Margin comments: the two-electron natural-orbital functional and the Müller form

1. Premises and conventions. Atomic units (Eh, bohr); fixed nuclei; a real, spin-free Hamiltonian H = h(1) + h(2) + 1/r12 + V_nn. Spatial orbitals p, q are real and orthonormal; i, j, k, l label spin orbitals. The occupation n_p is per spin orbital, 0 ≤ n_p ≤ 1, so a closed shell has Σ_p n_p = N/2. In chemists' notation J_pq = (pp|qq), K_pq = (pq|pq), and K_pp = J_pp. In physicists' notation ⟨ij|kl⟩ = (ik|jl). The density matrices are γ_ik = ⟨a†_i a_k⟩ and

D_ij,kl = ⟨a†_i a†_j a_l a_k⟩, V_ee = ½ Σ D_ij,kl ⟨ij|kl⟩. (1)

Any state or ensemble of N electrons gives D three properties. Antisymmetry: D_ji,kl = −D_ij,kl. Contraction: Σ_j a†_j a_j counts the N − 1 electrons left after a_k has acted, so

Σ_j D_ij,kj = (N − 1) γ_ik, trace D = N(N − 1). (2)

Positivity: for real x, Σ x_ij D_ij,kl x_kl is the squared norm of Σ x_kl a_l a_k Ψ, hence ≥ 0. The spin-summed pair density P(r1,r2), normalised to N(N − 1), is a diagonal element of D in position space and so cannot be negative. The hole is defined by P = ρ(r1)[ρ(r2) + ρ_xc(r2|r1)].

2. Why the expansion is diagonal. A singlet is ψ(r1,r2)(αβ − βα)/√2, and antisymmetry of the whole makes ψ symmetric. Since H is real, the real and imaginary parts of an eigenfunction are eigenfunctions separately, so ψ may be chosen real. In any real orthonormal basis ψ = Σ C_μν χ_μ(r1)χ_ν(r2), with C real, symmetric and trace C² = 1. The spectral theorem gives C = U c Uᵀ with U orthogonal, and with φ_p = Σ_μ χ_μ U_μp

ψ = Σ_p c_p φ_p(r1) φ_p(r2), Σ c_p² = 1. (3)

Integrating ψ(r1,r2)ψ(r1′,r2) over r2 gives the density matrix of one spin, C Cᵀ = C² = U c² Uᵀ. The φ_p are therefore natural orbitals with n_p = c_p², Σ n_p = 1, and

c_p = f_p √n_p, f_p = ±1. (4)

This is the expansion of Löwdin and Shull (1956). The sign f_p cannot be absorbed into a real orbital, because φ_p → −φ_p leaves φ_pφ_p unchanged. Only the overall sign is free; set f_1 = +1 for the largest n.

3. The energy, term by term. In second quantisation Ψ = Σ c_p a†_pα a†_pβ|0⟩. Then a_qβ a_qα Ψ = c_q|0⟩, while removing two electrons of equal spin, or from two different spatial orbitals, gives zero. So D_pα pβ,qα qβ = c_p c_q, together with the elements that antisymmetry ties to it, and the αα and ββ blocks vanish. D is twice the projector on the pair state itself and is positive. In (1) the αβ,αβ and βα,βα blocks contribute equally and cancel the ½; the αβ,βα blocks drop out in the spin integration. Thus V_ee = Σ c_p c_q ⟨pp|qq⟩. The one-electron part is Σ γ h over both spins:

E = 2 Σ_p n_p h_pp + Σ_pq f_p f_q √(n_p n_q) K_pq + V_nn. (5)

The integral ⟨pp|qq⟩ = ∫∫ φ_p*(1)φ_p*(2)φ_q(1)φ_q(2)/r12 scatters a pair from q to p. It equals the exchange integral ⟨pq|qp⟩ only when the orbitals are real. The K in (5) is thus an opposite-spin pair term; no same-spin exchange exists in this state, and no J_pq with p ≠ q appears.

4. In what sense (5) is exact. Every real singlet has the form (3), and every set {φ, n, f} with Σ n = 1 defines a normalised singlet whose expectation value is (5). Minimising over orbitals, occupations and signs is therefore the full variational problem, and returns full CI in the basis. Three cautions apply when (5) is read as a functional of γ alone.

(a) γ = C² does not hold the signs. The constrained search over real singlets at fixed γ is the minimum of (5) over f.

(b) If n_p = n_q, γ does not fix the orbitals within that pair, but (5) with f_p = −f_q depends on them. For separated atoms with 1s orbitals a, b and g, u = (a ± b)/√2, the choice (gg − uu)/√2 = (ab + ba)/√2 is covalent, E = −1 Eh. The same γ with orbitals a, b gives (aa − bb)/√2, ionic, E = −1 + 5/8 = −3/8 Eh. The search must include these rotations.

(c) At fixed γ, complex c_p = √n_p exp(iθ_p) replace f_p f_q by cos(θ_p − θ_q) and can lie lower. With three equal n and equal K the sum of this factor over pairs is −1 at best for signs and −3/2 for phases 120° apart. The global minimum is unaffected, being real by comment 2.

5. Which signs. At fixed orbitals (5) is cᵀMc + V_nn with M_pq = 2h_pp δ_pq + K_pq, and the optimal c is the lowest eigenvector of M. Each K_pq is the Coulomb self-energy of the distribution φ_pφ_q and is positive. For two orbitals the signs are therefore opposite. When one orbital dominates, first-order perturbation theory gives c_p ≈ −K_p1/(M_pp − M_11) < 0, which is the rule (+, −, −, …). It is no theorem. In stretched H2 with p functions, the dipole–dipole coupling adds a term λ(p_a p_b + p_b p_a) of order R⁻³. It equals λ(p₊p₊ − p₋p₋) with p± = (p_a ± p_b)/√2, one positive and one negative coefficient whatever the sign of λ.

6. The Müller reconstruction. For a determinant D_ij,kl = n_i n_j(δ_ik δ_jl − δ_il δ_jk) with n = 0 or 1. Müller (1984) kept the direct product and replaced n_i n_j in the exchange term; with the square-root choice,

D^M_ij,kl = n_i n_j δ_ik δ_jl − √(n_i n_j) δ_il δ_jk. (6)

Insert (6) in (1). The direct term runs over four spin combinations, ½·4 = 2; the exchange integral survives for two, ½·2 = 1:

V_ee^M = 2 Σ_pq n_p n_q J_pq − Σ_pq √(n_p n_q) K_pq. (7)

The sums include p = q. One full orbital gives 2J − K = J, the Hartree–Fock value. In position space, with ρ = 2Σ n_p φ_p² and γ½(r1,r2) = Σ √n_p φ_p(r1)φ_p(r2),

P^M = ρ(r1)ρ(r2) − 2 γ½(r1,r2)². (8)

The operator square root is unique, so (7) is a true functional of γ and problem 4(b) does not arise. Equation (7) is defined for any even N; it is an ansatz and is derived from no wavefunction.

7. The sum rule. Set l = j in (6) and sum. The direct term gives n_i δ_ik Σ_j n_j = N n_i δ_ik. The exchange term needs j = i and j = k and gives √(n_i n_i) δ_ik = n_i δ_ik. The result is (N − 1)n_i δ_ik, which is (2). In space, (8) gives ρ_xc = −2γ½²/ρ(r1), and orthonormality gives ∫γ½² dr2 = Σ n_p φ_p(r1)² = ρ(r1)/2, so

∫ ρ_xc(r2|r1) dr2 = −1 for every r1. (9)

Only the p = q terms survive the integration. Any symmetric F(n_p,n_q) in place of the square root passes if F(n,n) = n, so the sum rule does not select the off-diagonal form. The choice F = n_p n_q fails: its hole integrates to −Σ n²φ²/Σ nφ², short of −1 when an orbital with fractional n is nonzero at r1.

8. Where positivity fails. D^M is block diagonal in unordered pairs. The pair (i,i) is an eigenvector with eigenvalue n_i² − n_i. For i ≠ j the block on (ij), (ji) has n_i n_j on the diagonal and −√(n_i n_j) off it. Hence

λ_ii = −n_i(1 − n_i), λ_sym = n_i n_j − √(n_i n_j), λ_anti = n_i n_j + √(n_i n_j). (10)

The first two are negative whenever n_i, or the product n_i n_j, lies strictly between 0 and 1. They belong to symmetric pair vectors, which an antisymmetric D annihilates, so antisymmetry and positivity fail together. For a two-electron singlet the argument is shorter. The αα block must have trace N_α(N_α − 1) = 0, and (6) obeys this: (Σ n)² − Σ n = 0. A positive matrix of zero trace is zero, and the block is not zero unless one n equals 1. Discarding the symmetric sector is no cure: it removes negative trace and breaks (2).

One objection deserves an answer. For real orbitals ⟨pq|qp⟩ = ⟨pp|qq⟩, and the energy depends only on P, so (7) can be written with other D than (6). The eigenvalues (10) condemn (6) alone. Two tests hold for every assignment: an energy below full CI, and a negative P. Comment 11 shows both.

9. Müller against exact at the same orbitals and occupations. Subtracting (5) from the Müller energy,

E^M − E = 2 Σ n_p n_q J_pq − Σ (1 + f_p f_q) √(n_p n_q) K_pq. (11)

Pairs of opposite sign cancel, so (7) has the strong–weak couplings of the rule (+, −, −, …) right. Pairs of equal sign have the wrong sign in (7). For two orbitals only p = q is left in the second sum, and n² − n = −n_g n_u for both:

E^M − E = −2 n_g n_u W, W = J_gg + J_uu − 2J_gu = (g² − u²|g² − u²) ≥ 0. (12)

For many orbitals with that rule, put n_1 = 1 − ε, ε = Σ_{p>1} n_p. Then 2n_1² − 2n_1 = −2ε + O(ε²), the 1p terms give 4Σ n_p J_1p, and

E^M − E = −2[Σ_{p>1} n_p(J_11 + J_pp − 2J_1p) + Σ_{p≠q>1} √(n_p n_q)K_pq] + O(ε²). (13)

Both sums are non-negative, so the Müller energy lies lower at first order in ε. That the Müller minimum is a lower bound to the ground-state energy for N = 2 was proved by Frank, Lieb, Seiringer and Siedentop (2007); it is quoted here, not rederived.

10. H2 in a minimal basis: the integrals. One Slater function exp(−r)/√π per proton, exponent assumed equal to 1, so that the separated atoms are exact at −½ Eh each. With overlap S, attractions j = ⟨a|1/r_b|a⟩ and k = ⟨a|1/r_a|b⟩, and A = (aa|aa) = 5/8, B = (aa|bb), C′ = (aa|ab), X = (ab|ab), the closed forms are

S = e^(−R)(1 + R + R²/3), S′ = e^(R)(1 − R + R²/3)
j = 1/R − e^(−2R)(1 + 1/R), k = e^(−R)(1 + R)
B = 1/R − e^(−2R)(1/R + 11/8 + 3R/4 + R²/6)
C′ = e^(−R)(R + 1/8 + 5/(16R)) − e^(−3R)(1/8 + 5/(16R))
X = (1/5){e^(−2R)(25/8 − 23R/4 − 3R² − R³/3) + (6/R)[S²(γ_E + ln R) + S′² Ei(−4R) − 2SS′ Ei(−2R)]}

with γ_E Euler's constant. Because a and b are hydrogen eigenfunctions, h_aa = −½ − j and h_ab = −S/2 − k. For g, u = (a ± b)/√(2(1 ± S)), expanding g², u² and gu = (a² − b²)/(2√(1 − S²)) gives

h_g = −½ − (j + k)/(1 + S), h_u = −½ − (j − k)/(1 − S)
J_gg = (A + B + 4C′ + 2X)/(2(1 + S)²), J_uu = (A + B − 4C′ + 2X)/(2(1 − S)²)
J_gu = (A + B − 2X)/(2(1 − S²)), K = K_gu = (A − B)/(2(1 − S²)).

At R = 3: S = 0.3485, j = 0.3300, k = 0.1991, B = 0.3198, C′ = 0.1607, X = 0.0585, h_g = −0.8924, h_u = −0.7009, J_gg = 0.4687, J_uu = 0.4934, J_gu = 0.4711. Unrounded values are carried throughout.

11. The curve. In the gerade singlet C commutes with inversion, so g and u are the natural orbitals and one angle is left. The Müller energy is minimised with the same orbitals; freeing them could only lower it. Let n_u = (1 − cos φ)/2, so 2√(n_g n_u) = sin φ, and let E_g = 2h_g + J_gg + 1/R (restricted Hartree–Fock), E_u likewise, Δ = (E_u − E_g)/2. From (5) and (12),

E(φ) = E_g + Δ(1 − cos φ) − K sin φ
E^M(φ) = E(φ) − (W/2) sin²φ. (14)

The first has tan φ = K/Δ and E = E_g + Δ − √(Δ² + K²), the lower root of the 2×2 CI matrix, as comment 4 requires. The second has tan φ = K/(Δ − W cos φ), solved by iteration; its φ is larger. Both fall linearly in φ from φ = 0, so n_u > 0 at every R.

R      E_g       Δ        K        W/mEh
1.4   −1.0909   0.6221   0.1403   39.51
2     −1.0808   0.4031   0.1517   33.34
3     −0.9828   0.2039   0.1737   19.93
4     −0.8954   0.1044   0.1957   9.10
6     −0.7951   0.0257   0.2297   1.00

For the second test take r1 = r2 at a nucleus. There t = u²/g² = tanh²(R/2)(1 + S)/(1 − S), its largest value, since u/g is proportional to tanh((r_b − r_a)/2) and r_b − r_a ≤ R. Equation (8) gives the on-top ratio

η = P^M/ρ² = 1 − (√n_g + t√n_u)²/(2(n_g + t n_u)²). (15)

R      n_u FCI   E FCI     n_u M    E M       error/mEh   η
1.4   0.0122   −1.1066   0.0138   −1.1076   −1.02     0.194
2     0.0320   −1.1084   0.0370   −1.1106   −2.22     0.091
3     0.1194   −1.0467   0.1317   −1.0511   −4.37    −0.004
4     0.2646   −1.0128   0.2720   −1.0164   −3.57    −0.013
6     0.4443   −1.0005   0.4446   −1.0010   −0.50    −0.002

The error is measured from full CI in the same basis and is negative throughout, so no representable D yields these energies. It is largest at intermediate R because n_g n_u rises towards ¼ while W falls. At R = 3, equation (12) at the full-CI occupation accounts for −4.19 mEh and reoptimising n_u adds −0.18 mEh. At R = 4, t = 1.363 and the Müller pair density at a nucleus is negative, whereas P = 2ψ² gives (√n_g − t√n_u)²/(2(n_g + t n_u)²) = 0.010 at the full-CI occupation. The αα block of (6) there has eigenvalues −0.198 (twice), −0.247 and 0.643, summing to zero.

As R → ∞, Δ → 0, K → 5/16, φ → π/2 and g² − u² → 2ab → 0, so W → 0 and both curves reach −1 Eh. The αα eigenvalues tend to −¼ (three times) and ¾. A correct energy coexists with a D far from positive: the opposite-spin block of (6) is an uncorrelated product, and the unphysical same-spin block supplies the whole hole.

These numbers are the model's, not the molecule's. At R = 1.4 its full-CI binding is 2.90 eV, against a typical well depth of about 4.7 eV near that distance. The model is too shallow by roughly two fifths, about 0.07 Eh, which is far more than the Müller errors in the table. The table measures the reconstruction within the basis and nothing else.

12. Range of validity. Equation (5) is exact for two electrons in a singlet, a real spin-free Hamiltonian and real natural orbitals, in any basis, provided the signs and the rotations among equally occupied orbitals are optimised. A magnetic field or spin–orbit coupling removes the premises. For a triplet C is antisymmetric and the natural orbitals come in equally occupied pairs, so (3) does not apply. For N > 2 the wavefunction is no longer a two-index array, and the diagonalisation has no analogue; (5) then survives only as a description of separate pairs.

Equations (2) and (9) hold for the Müller form at any N and any occupations, and (10) shows that (6) is positive only for a determinant. Equation (12) is special to two orbitals and (13) to small ε with the stated signs. The correct dissociation limit in comment 11 is a property of the minimal basis. Add one more function on each atom, orthogonal to 1s, combined into orbitals p± with small occupation ν. At infinite R their exchange integrals with g and with u are equal and positive. In (5) the couplings to g and u have opposite signs and, with n_g = n_u = ½, cancel. In (7) they add, to a negative term proportional to √ν, which outweighs the cost linear in ν for small ν. The Müller limit then lies below −1 Eh, while (5) stays at −1 Eh.